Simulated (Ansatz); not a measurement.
# Convergence of the phonon-limited resistivity and coupling constant of bcc Cr with electron, phonon and scattering meshes (PBE)

The usual rule of thumb is that a property of the Fermi surface needs its finest mesh where the scattering is summed, while the self-consistent electron mesh can stay modest. The problem is to test this on non-magnetic bcc Cr: which of the three meshes moves the resistivity at 300 K and the coupling constant lambda most, and how much processor time is needed before they settle?

Chromium is used in thin-film resistors and adhesion layers, and a resistivity calculated for such a metal is of use only if its mesh error is smaller than the effect under study. Deviations in resistivity are taken from ladder step 4, the finest run. They measure numerical convergence within PBE, not agreement with experiment.

## Set-up

One crystal, Cr (bcc), 1 atom a cell, in one relaxed cell. Starts: cells from crystal-structure databases (structures alone), relaxed in cell and atoms with the same functional. Program: Ansatz 0.2.0, plane waves, PBE, PAW potentials, scalar-relativistic, wave cutoff 420 eV, Methfessel-Paxton smearing of 0.2 eV. No spin polarisation and no spin-orbit coupling. Harmonic phonons and electron-phonon potentials come from linear response on the q mesh and are interpolated to the scattering mesh; the resistivity solves the linearised Boltzmann equation with phonon scattering alone at the static relaxed cell. Cutoff and smearing above are those of the ladder steps; each row changes the meshes or one setting as its name says, and the table gives its own values. Cost is processor time summed over threads on shared Arm and x86 machines, rough to a factor of two. Sources of the cells: Crystallography Open Database. Selection: Runs whose self-consistent cycle did not end as converged, with imaginary phonons on their own or a finer mesh, whose potentials the program flagged as not matching the functional or are known to be faulty, or with settings drawn wide or wrong on purpose are left out.

Notes on method and selection:

- No impurities, grain boundaries, thermal expansion or anharmonicity are included.
- The last ladder step is itself not fully converged.
- Finer, coarser, higher and narrow refer to the ladder step that shares the other settings.
- Unless a note says otherwise, phonons between the q points are interpolated with the electrons' self-energy on the scattering mesh.
- Phonon energies come from harmonic force constants; lambda and omega_log together fix a McMillan-type superconducting transition temperature.
- Fourier interpolation alone means that phonons between the q points lack the electrons' self-energy on the scattering mesh (the default for magnets and the coarsest step); it can move lambda and the resistivity by tens of per cent.
- Runs in which the search for lower states was switched off are not listed.
- Runs that did not converge, have known faults or may not be shown are not listed, and runs on Ansatz's PAW sets soft_1 and soft_2 are kept to separate tables.

Columns:

- cost (core-seconds): processor time of the whole run.
- off finest (%): resistivity relative to the last ladder step, signed.
- functional; meshes: functional; divisions of the electron mesh / phonon q mesh / scattering mesh.
- cutoff / smearing: wave cutoff (eV) / smearing width (eV).
- resistivity 300 K (μΩ cm): phonon-limited resistivity at 300 K, mean of the three diagonal elements.
- lambda: electron-phonon coupling constant lambda = 2 int a2F(w)/w dw on the scattering mesh.
- omega_log (meV): logarithmic mean phonon energy of a2F.

Input lines of one member:

```
kpoints:
  mp_grid: { grid: [18, 18, 18] }
hamiltonian:
  xc: pbe
scf:
  occupations: { method: methfessel_paxton, width: 0.2 }
phonons:
  method: dfpt
  qmesh: [6, 6, 6]
  electrical_resistivity:
    mesh: [28, 28, 28]
    temperatures: [20.0, 50.0, 80.0, 100.0, 150.0, 200.0, 273.0, 300.0, 400.0, 500.0, 600.0, 800.0]
  superconductivity: { mesh: [28, 28, 28] }
```

Command (options for logging and memory left out): `ansatz run input.yaml --threads 4 --backend cpu`

## The series

| member | cost (core-seconds) | off finest (%) | functional; meshes | cutoff / smearing | resistivity 300 K (μΩ cm) | lambda | omega_log (meV) | remark |
| --- | --- | --- | --- | --- | --- | --- | --- | --- |
| ladder step 1 | 65 | 10.9 | PBE; 8x8x8 / 2x2x2 / 12x12x12 | 420 / 0.2 | 8.35 | 0.392 | 27.58 | Fourier interpolation alone |
| Fourier interpolation of the phonons | 130 | 0.6 | PBE; 12x12x12 / 3x3x3 / 16x16x16 | 420 / 0.2 | 7.57 | 0.367 | 28.03 | Fourier interpolation alone |
| coarser scattering mesh | 130 | 6.5 | PBE; 12x12x12 / 3x3x3 / 12x12x12 | 420 / 0.2 | 8.02 | 0.369 | 28.93 |  |
| coarser electron mesh | 160 | 3.7 | PBE; 9x9x9 / 3x3x3 / 16x16x16 | 420 / 0.2 | 7.80 | 0.383 | 29.08 |  |
| higher cutoff | 190 | 3.5 | PBE; 12x12x12 / 3x3x3 / 16x16x16 | 600 / 0.2 | 7.79 | 0.380 | 29.10 |  |
| finer electron mesh | 200 | 3.8 | PBE; 15x15x15 / 3x3x3 / 16x16x16 | 420 / 0.2 | 7.81 | 0.382 | 29.04 |  |
| ladder step 2 | 210 | 3.4 | PBE; 12x12x12 / 3x3x3 / 16x16x16 | 420 / 0.2 | 7.78 | 0.379 | 29.11 |  |
| narrow Fermi-Dirac smearing | 280 | 3.3 | PBE; 12x12x12 / 3x3x3 / 16x16x16 | 420 / 0.04 | 7.78 | 0.379 | 29.13 |  |
| finer q mesh | 300 | 2.4 | PBE; 12x12x12 / 4x4x4 / 16x16x16 | 420 / 0.2 | 7.71 | 0.377 | 29.19 |  |
| finer scattering mesh | 410 | 1.6 | PBE; 12x12x12 / 3x3x3 / 24x24x24 | 420 / 0.2 | 7.64 | 0.371 | 29.02 |  |
| ladder step 3 | 570 | 1.7 | PBE; 16x16x16 / 4x4x4 / 20x20x20 | 420 / 0.2 | 7.65 | 0.379 | 29.14 |  |
| ladder step 4 | 3000 | 0.0 | PBE; 18x18x18 / 6x6x6 / 28x28x28 | 420 / 0.2 | 7.52 | 0.378 | 29.06 |  |

## The trend and its physics

A fair comparison refines each mesh by the same factor. The rows allow this for a factor of 4/3, with the other settings held at those of ladder step 2:

- scattering mesh, 12 to 16 divisions: 7.78 − 8.02 = −0.24 μΩ cm
- phonon q mesh, 3 to 4 divisions: 7.71 − 7.78 = −0.07 μΩ cm
- electron mesh, 9 to 12 divisions: 7.78 − 7.80 = −0.02 μΩ cm

The scattering mesh matters most, and the rule of thumb holds for phonons interpolated with the electrons' self-energy on the scattering mesh, as in all the rows compared here. Its lead shrinks as it is refined: going from 16 to 24 divisions, a larger factor of 1.5, lowers the resistivity by a further 0.14 μΩ cm.

The reason lies in what is summed. Only electrons within a narrow energy range of the Fermi level scatter, so a coarse mesh catches few of them and weights parts of the Fermi surface wrongly. The electron mesh is a different case. The phonon energies calculated directly on the q mesh do depend on it, and they move by a far larger fraction than the resistivity. Little of this reaches the result, most likely because the interpolation takes the electrons' self-energy from the scattering mesh: omega_log stays between 29.04 and 29.11 meV for 9, 12 and 15 electron divisions. With Fourier interpolation alone this correction is missing, and no pair of rows tests the electron mesh there.

Lambda, too, responds most to the scattering mesh. The same three refinements change it by 0.379 − 0.369 = 0.010 for the scattering mesh, 0.377 − 0.379 = −0.002 for the q mesh and 0.379 − 0.383 = −0.004 for the electron mesh. Its course is different, however. With 12, 16 and 24 scattering divisions it is 0.369, 0.379 and 0.371, with no steady direction, while the resistivity falls by 8.02 − 7.64 = 0.38 μΩ cm, or about 5%. Well above the lowest temperatures the resistivity follows ρ ∝ T λ_tr / ω_p², where λ_tr weights each scattering event by the change in velocity and ω_p² is proportional to the density of states at the Fermi level times the mean squared velocity. The two steps of the fall have different causes. From 12 to 16 divisions lambda rises, and the resistivity falls because ω_p², which is not tabulated, grows by more than λ_tr does. From 16 to 24 divisions ω_p² hardly changes and the fall follows the coupling: lambda changes by a factor of 0.371 / 0.379 = 0.98, the resistivity by 7.64 / 7.78 = 0.98. The velocity weighting, seen in the ratio of λ_tr to lambda, plays only a small part in either step.

The resistivity has not fully settled. From step 3 to step 4 it still drops by 0.13 μΩ cm, and in both runs the program warned that the eigensolver had not fully converged. Lambda stays between 0.378 and 0.379 over steps 2 to 4, but its response to the scattering mesh alone shows that an uncertainty of about 2% is more realistic than that agreement suggests.

## Departures from the trend

Ladder step 1 lies farthest off, 10.9% above step 4. Its excess over step 2 is 8.35 − 7.78 = 0.57 μΩ cm, of which the coarser scattering mesh explains about 0.24. The table cannot divide the rest with certainty, because step 1 also has a coarser electron mesh, a 2x2x2 q mesh and Fourier interpolation alone. At the meshes of step 2 that interpolation lowers the resistivity, but it may act differently on a 2x2x2 q mesh, which gives few force constants. Nor does the small effect of the electron mesh found above clear the 8x8x8 mesh, since in step 1 no self-energy from the scattering mesh corrects the phonons. The source of the rest therefore stays open. The low omega_log of 27.58 meV does not settle the matter, since the interpolation lowers omega_log as well.

The run with Fourier interpolation alone is deceptive in the other direction. It lies only 0.6% from step 4 in resistivity because two errors cancel: the meshes of step 2 raise the value by 0.26 μΩ cm, and the simpler interpolation lowers it by 0.21. The other columns expose this, with lambda at 0.367 against 0.378 and omega_log about 1 meV too low. A uniform softening would have raised lambda, so the interpolation must shift the phonon modes unevenly. It may smooth away the sharp dips which electrons near the Fermi level produce in the phonon branches. That would explain the lower lambda but not the lower omega_log, for which other modes would have to come out too soft; the table does not resolve single modes, so this remains a conjecture.

## What the accuracy costs

Along the ladder the cost rises from 65 to 210, 570 and 3000 core-seconds, while the deviation in resistivity falls from 10.9% to 3.4%, 1.7% and, by definition, zero. About ten minutes on one core therefore brings the resistivity within 2% of the finest run. The last step costs 3000 / 570 = 5.3 times as much and removes the remaining 1.7%, which is worthwhile only when differences of that size are being studied.

Refining the scattering mesh alone from 12 to 24 divisions raises the cost from 130 to 410 core-seconds and cuts the deviation from 6.5% to 1.6%. Smaller cost differences are within the scatter of the timings: the run with the higher cutoff is even listed as slightly cheaper than step 2.

## Using the table

**Which run suffices for a resistivity within 2% of ladder step 4?**

Three cheaper runs meet the target: Fourier interpolation alone (0.6%), the finer scattering mesh (1.6%) and ladder step 3 (1.7%). The first is rejected because its errors cancel. The other two cost 410 and 570 core-seconds, too close to rank on time. Lambda favours step 3 slightly: 0.371 / 0.378 = 0.98 for the finer scattering mesh, 0.379 / 0.378 = 1.00 for step 3. The difference is no larger than the uncertainty of lambda, but step 3 also refines all three meshes beyond step 2 and is the safer choice when both quantities are wanted.

**Can the separate mesh corrections be added to step 2?**

For the resistivity, the finer electron, q and scattering meshes give 7.78 + 0.03 − 0.07 − 0.14 = 7.60 μΩ cm. Step 4 gives 7.52, about 1% lower, and its meshes are finer still. For lambda the same sum is 0.379 + 0.003 − 0.002 − 0.008 = 0.372, against 0.378. Adding corrections helps the resistivity but makes lambda worse.

**How much does an error of 0.007 in lambda matter for a superconducting transition temperature?**

In the McMillan formula, at fixed omega_log, the relative change of T_c per unit of lambda is 1.04 (1 + 0.38 μ*) / [λ − μ*(1 + 0.62 λ)]². With an assumed Coulomb term μ* = 0.10 and λ = 0.378, the square bracket is 0.378 − 0.10 × (1 + 0.62 × 0.378) = 0.255, the round bracket is 1 + 0.38 × 0.10 = 1.04, and the whole is 1.04 × 1.04 / 0.255² = 17. The change is then 17 × 0.007 = 0.12, or 12%. An error of 2% in lambda is thus magnified about sixfold.

## What to take away

For the resistivity of this crystal, refinement should go first to the scattering mesh and then to the q mesh, provided that the phonons are interpolated with the electrons' self-energy on the scattering mesh. A modest electron mesh is not shown to suffice with Fourier interpolation alone, and the phonon energies calculated directly on the q mesh are more sensitive to it than the resistivity is. Raising the cutoff to 600 eV moves the resistivity by only 0.01 μΩ cm, and the narrow Fermi-Dirac smearing leaves it unchanged to the printed digits. A run with broader smearing exists but is not listed, so insensitivity on that side is not established.

The physical omissions are of another kind. Real chromium carries a spin-density wave that disappears close to room temperature. Scattering from magnetic fluctuations, and the loss of Fermi surface in the ordered state, both raise the resistivity. Impurities and grain boundaries do so too, and thermal expansion usually does by softening the phonons. The calculated values should therefore lie below those of a real sample. Nor does a finite lambda make bulk chromium a superconductor, which at ordinary pressure it is not known to be.

[Logs are printed without paths, hosts, clocks, repeated set-up lines and the standing remarks that a program may print on its own settings, such as how far it seeks lower states.]
